\section*{Worked problem: how fast does a graphene $p$--$n$ junction cool between 10 K and 300 K?}

\subsection*{Statement}

A monolayer graphene junction has chemical potentials $\mu=\pm100$ meV on its two sides (assumed) and is lit uniformly over a wide area. Electrons are thermal at $T_e$, and all phonons stay at the lattice temperature $T_l$. Typical or assumed inputs:
\begin{itemize}
\item $v_F=1.0\times10^{6}$ m/s, LA sound speed $s=2.0\times10^{4}$ m/s, mass density $\rho=7.6\times10^{-7}$ kg/m$^2$, deformation potential $D=20$ eV (unscreened);
\item point defects $U=u\,\delta(\mathbf r-\mathbf r_j)(1\pm\sigma_z)/2$, each on one sublattice, of total density $n_i$, scattering within a valley, with $k_F\ell\equiv 2\hbar^2v_F^2/(n_iu^2)=10$;
\item optical phonons of $\hbar\Omega=196$ meV ($\Gamma$, LO and TO summed) and $160$ meV ($K$), angle-averaged squared couplings $\mathcal G=0.081$ and $0.099$ eV$^2$ per cell of area $A_c=5.24$ \AA$^2$.
\end{itemize}
(a) Find the clean and the disorder-assisted cooling coefficients. (b) At $T_l=10$ K a pulse leaves $T_0=150$ K; find the time to reach 75 K. (c) Find the small-signal decay time of the photocurrent at 10, 100 and 300 K.

Conventions: $\nu$ is the density of states per spin and valley, $N=4$ counts the flavours, $J$ is power per area, and $T_{BG}=2\hbar sk_F/k_B$. Numbers are carried unrounded.

\subsection*{Step 1: electronic scales and what the current reads}

\begin{equation}
k_F=\frac{|\mu|}{\hbar v_F}=1.52\times10^{8}\ \mathrm{m^{-1}},\qquad
\nu=\frac{|\mu|}{2\pi\hbar^2v_F^2}=2.29\times10^{35}\ \mathrm{J^{-1}m^{-2}} .
\end{equation}
Hence $n=k_F^2/\pi=7.35\times10^{11}$ cm$^{-2}$, $\ell=66$ nm, $T_{BG}=46.4$ K, and $g^2=D^2/(2\rho s^2)=10.5$ eV\,\AA$^2$. The degenerate gas has $C_e=\alpha T_e$ with $\alpha=(\pi^2/3)N\nu k_B^2=5.75\times10^{-10}$ J\,m$^{-2}$K$^{-2}$.

The Mott thermopower is proportional to $T$ and has opposite sign on the two sides. Integrating it from cold contacts to the hot junction gives $I\propto T_e^2-T_l^2$. The photocurrent thus follows the excess energy $\alpha(T_e^2-T_l^2)/2$.

\subsection*{Step 2: clean scattering}

An LA phonon couples with $|M|^2=g^2\hbar\omega\cos^2(\theta/2)$ per area, $\theta$ being the scattering angle. Emission minus absorption carries the factor $[f(\epsilon-\hbar\omega)-f(\epsilon)]\,[n_e(\omega)-n_l(\omega)]$, with Bose functions at $T_e$ and $T_l$. The Fermi bracket integrates to $\hbar\omega$. Since $s\ll v_F$, momentum conservation fixes $\hbar\omega=k_BT_{BG}\,x$ with $x=|\sin(\theta/2)|$. The golden rule then gives
\begin{equation}\label{clean}
J_0=\frac{16g^2\nu^2(k_BT_{BG})^3}{\hbar}\int_0^1 x^3\sqrt{1-x^2}\,[n_e-n_l]\,dx .
\end{equation}

\emph{Predict: which powers of temperature appear far below and far above $T_{BG}$?}

Far below, only small $x$ counts and $\int_0^\infty y^3dy/(e^y-1)=\pi^4/15$. Far above, $n_e-n_l\to(T_e-T_l)/(xT_{BG})$ and $\int_0^1x^2\sqrt{1-x^2}\,dx=\pi/16$. So
\begin{align}
J_0&=\Sigma\,(T_e^4-T_l^4), & \Sigma&=\frac{\pi^2D^2|\mu|k_B^4}{15\rho\hbar^5v_F^3s^3}=49.6\ \mathrm{mW\,m^{-2}K^{-4}},\label{low}\\
J_0&=B\,(T_e-T_l), & B&=\frac{D^2\mu^4k_B}{2\pi\rho\hbar^5v_F^6}=150\ \mathrm{W\,m^{-2}K^{-1}} .\label{high}
\end{align}
The linear law is weak because no phonon can take more than $k_BT_{BG}=4.0$ meV from an electron at the Fermi level. Both laws assume $k_BT_e\ll|\mu|$. Above $T_{BG}$ an electron of energy $\epsilon$ contributes in proportion to $\nu(\epsilon)^2(\hbar\omega)^2\propto\epsilon^4$, and averaging with $-\partial f/\partial\epsilon$ multiplies $B$ by
\begin{equation}\label{smear}
\Phi(T_e)=1+2\pi^2\Big(\frac{k_BT_e}{\mu}\Big)^2+\frac{7\pi^4}{15}\Big(\frac{k_BT_e}{\mu}\Big)^4 ,
\end{equation}
which is $1.15$ at 100 K, $1.34$ at 150 K and $2.5$ at 300 K for $|\mu|=100$ meV.

\subsection*{Step 3: supercollisions}

A defect absorbs the recoil, so a thermal phonon with $q\gg k_F$ can be emitted. The intermediate electron is far off shell, with propagator $G(\mathbf p)\simeq-\boldsymbol\sigma\cdot\mathbf p/(\hbar v_Fp^2)$, and it carries $-\mathbf q$ or $+\mathbf q$ according to whether the phonon or the defect acts first.

\emph{Predict: do the two orderings add or cancel?}

Since $G$ is odd in $\mathbf p$, they form a commutator. The scalar half of $U$ cancels and the $\sigma_z$ half survives:
\begin{equation}
UG(-\mathbf q)+G(\mathbf q)U=\mp\,\frac{iu\,(\sigma_xq_y-\sigma_yq_x)}{\hbar v_Fq^2}.
\end{equation}
Between Fermi-surface spinors, $|\langle\mathbf k'|\sigma_xq_y-\sigma_yq_x|\mathbf k\rangle|^2$ averages to $q^2/2$. With $\omega=sq$,
\begin{equation}
J=N\frac{2\pi}{\hbar}\nu^2g^2\frac{n_iu^2}{2\hbar^2v_F^2}\int\frac{dq}{2\pi q}\,(\hbar\omega)^3[n_e-n_l],
\end{equation}
and $\int_0^\infty y^2dy/(e^y-1)=2\zeta(3)$ yields
\begin{equation}\label{sc}
J=A\,(T_e^3-T_l^3),\qquad A=8\zeta(3)\frac{g^2\nu^2k_B^3}{\hbar k_F\ell}=21.3\ \mathrm{mW\,m^{-2}K^{-3}} .
\end{equation}
The factor $8\zeta(3)=9.62$ is the coefficient of Song, Reizer and Levitov (2012). It is tied to the definition of $\ell$ above. For these defects $|\langle\mathbf k'|(1\pm\sigma_z)/2|\mathbf k\rangle|^2=1/4$ at every angle, so the Born transport mean free path is $\ell_{\rm tr}=2\ell$, and with $\ell_{\rm tr}$ the coefficient reads $16\zeta(3)$. Equation \eqref{sc} needs $T_e$ above $T_{BG}$ and $k_BT_e\ll|\mu|$. The two acoustic channels compare at $T_*=\sqrt{B/A}=84$ K, where $AT_e^3=BT_e$.

\subsection*{Step 4: the pulse at 10 K}

The heat deposited in the electrons is $\alpha(T_0^2-T_l^2)/2=0.64$ nJ/cm$^2$.

\emph{Predict: with \eqref{sc} alone and $T_e\gg T_l$, is the decay exponential?}

It is not. From $\alpha T_e\dot T_e=-AT_e^3$ follows $\dot T_e=-(A/\alpha)T_e^2$, so $1/T_e$ grows linearly:
\begin{equation}\label{decay}
T_e(t)=\frac{T_0}{1+AT_0t/\alpha},\qquad \frac{A}{\alpha}=\frac{6\zeta(3)}{\pi^2}\frac{g^2\nu}{k_F\ell}\frac{k_B}{\hbar}=3.70\times10^{7}\ \mathrm{K^{-1}s^{-1}},
\end{equation}
with $g^2\nu=3.87\times10^{-3}$. The temperature halves at $t=\alpha/(AT_0)=180$ ps, when the current has fallen to $0.25$ of its peak. Within this law the current has a $t^{-2}$ tail, and the charge per pulse, $\propto\int T_e^2dt=\alpha T_0/A$, grows as the square root of the fluence. Under steady light of absorbed power $P=AT_e^3$ the current grows as $P^{2/3}$.

\emph{Predict: 75 K lies below $T_*$. Can the clean channel be dropped?}

No. Evaluating \eqref{clean}, $J_0/J$ is $0.28$ at 150 K and $0.98$ at 75 K. Keeping both,
\begin{equation}
t=\int_{75\,\mathrm K}^{150\,\mathrm K}\frac{\alpha T\,dT}{A(T^3-T_l^3)+J_0(T,T_l)}=114\ \mathrm{ps}.
\end{equation}
Equation \eqref{decay} is therefore clean only while $T_e\gg T_*$. These values use the degenerate form \eqref{clean}; multiplying $J_0$ by $\Phi(T)$ shortens the time by less than 10 per cent.

Two further channels need a size. Optical phonons, by the same golden rule with both densities of states set to $\nu$, carry
\begin{equation}\label{opt}
J_{\rm op}=\frac{8\pi\nu^2}{\hbar}\sum_j\mathcal G_jA_c(\hbar\Omega_j)^2[n_e-n_l].
\end{equation}
At 150 K this is $0.07$ of $J$, and the fraction drops exponentially on cooling. Lateral heat flow has diffusivity $v_F\ell_{\rm tr}/2=0.066$ m$^2$/s, which spreads heat over $\sqrt{0.066\ \mathrm{m^2/s}\times180\ \mathrm{ps}}=3.4\ \mu$m. The lit area must be much wider than that; a micrometre spot would cool mainly by diffusion.

\subsection*{Step 5: small signals from 10 K to 300 K}

For $T_e-T_l\ll T_l$, each channel is a conductance $K=\partial J/\partial T_e$ and the current decays as $e^{-t/\tau}$ with $\tau=\alpha T_l/\sum K$. Supercollisions give $K_{\rm sc}=3AT_l^2$. The clean value comes from differentiating \eqref{clean}:
\begin{equation}
K_0=\frac{16B}{\pi}\int_0^1x^2\sqrt{1-x^2}\,\frac{y^2}{\sinh^2y}\,dx,\qquad y=\frac{xT_{BG}}{2T_l}.
\end{equation}

\emph{Predict: 10 K is below $T_{BG}$. Is $4\Sigma T_l^3$ from \eqref{low} good enough?}

It gives 198 W\,m$^{-2}$K$^{-1}$, more than $B$, whereas $y/\sinh y<1$ forces $K_0<B$. The integral gives $K_0=0.477B$, so the $T^4$ law is $2.8$ times too large. The phonons that dominate the conductance have several $k_BT_l$, and at 10 K that already reaches the cutoff $k_BT_{BG}$. At 100 and 300 K the table multiplies the integral by $\Phi(T_l)$ from \eqref{smear}, with $|\mu|=100$ meV at each $T_l$; at 10 K thermal smearing is negligible.

\begin{center}
\begin{tabular}{lccc}
$T_l$ (K) & 10 & 100 & 300\\ \hline
$K_0$ (W\,m$^{-2}$K$^{-1}$) & 71 & $1.7\times10^{2}$ & $3.8\times10^{2}$\\
$K_{\rm sc}$ (W\,m$^{-2}$K$^{-1}$) & (6) & $6.4\times10^{2}$ & $5.8\times10^{3}$\\
$K_{\rm op}$ (W\,m$^{-2}$K$^{-1}$) & negligible & 2 & $6\times10^{4}$\\
$\tau$, clean only (ns) & 0.080 & 0.34 & 0.46\\
$\tau$, clean and supercollision (ps) & -- & 71 & 28\\
\end{tabular}
\end{center}

The bracketed entry extrapolates \eqref{sc} below its range and only indicates that disorder is a modest correction at 10 K. Without disorder the junction would slow down on warming, mostly between 10 and 100 K, where $C_e$ grows much faster than $K_0$; from 100 to 300 K the factor $\Phi$ offsets most of the growth of $C_e$. Supercollisions reverse the trend, with $\tau\to\alpha/(3AT_l)$. $C_e$ and $K_{\rm sc}$ are kept in their degenerate form. They weight lower powers of $\epsilon$, and their corrections are of relative order $(\pi^2/3)(k_BT/\mu)^2$, which is $0.22$ at 300 K, so the times in that column hold to roughly this fraction.

\emph{Predict: which acoustic result survives at room temperature?}

With these inputs, none as the total rate. $K_{\rm op}$ from \eqref{opt} overtakes $K_{\rm sc}$ near $1.8\times10^2$ K and is 11 times larger at 300 K, which brings $\tau$ down to about 2 ps. Using the true energy-dependent densities of states raises $K_{\rm op}$ at 300 K by less than 25 per cent. The estimate assumes that the optical phonons remain at $T_l$; if they heat up and are reabsorbed, this channel slows. Polar modes of a substrate depend on the stack, lie outside the model and can only shorten $\tau$.

\subsection*{Result}

The model gives $\Sigma=49.6$ mW\,m$^{-2}$K$^{-4}$, $B=150$ W\,m$^{-2}$K$^{-1}$ and $A=21.3$ mW\,m$^{-2}$K$^{-3}$. It cools from 150 K to 75 K in 114 ps, against 180 ps from supercollisions alone. Its acoustic small-signal times are 80, 71 and 28 ps at 10, 100 and 300 K. These are the model's numbers, and all three coefficients scale as $D^2$. Values of $A/\alpha$ typically inferred for graphene junctions on oxide are a few $10^8$ K$^{-1}$s$^{-1}$, so the acoustic model with $D=20$ eV and $k_F\ell=10$ is slower than typical devices by roughly a factor of ten.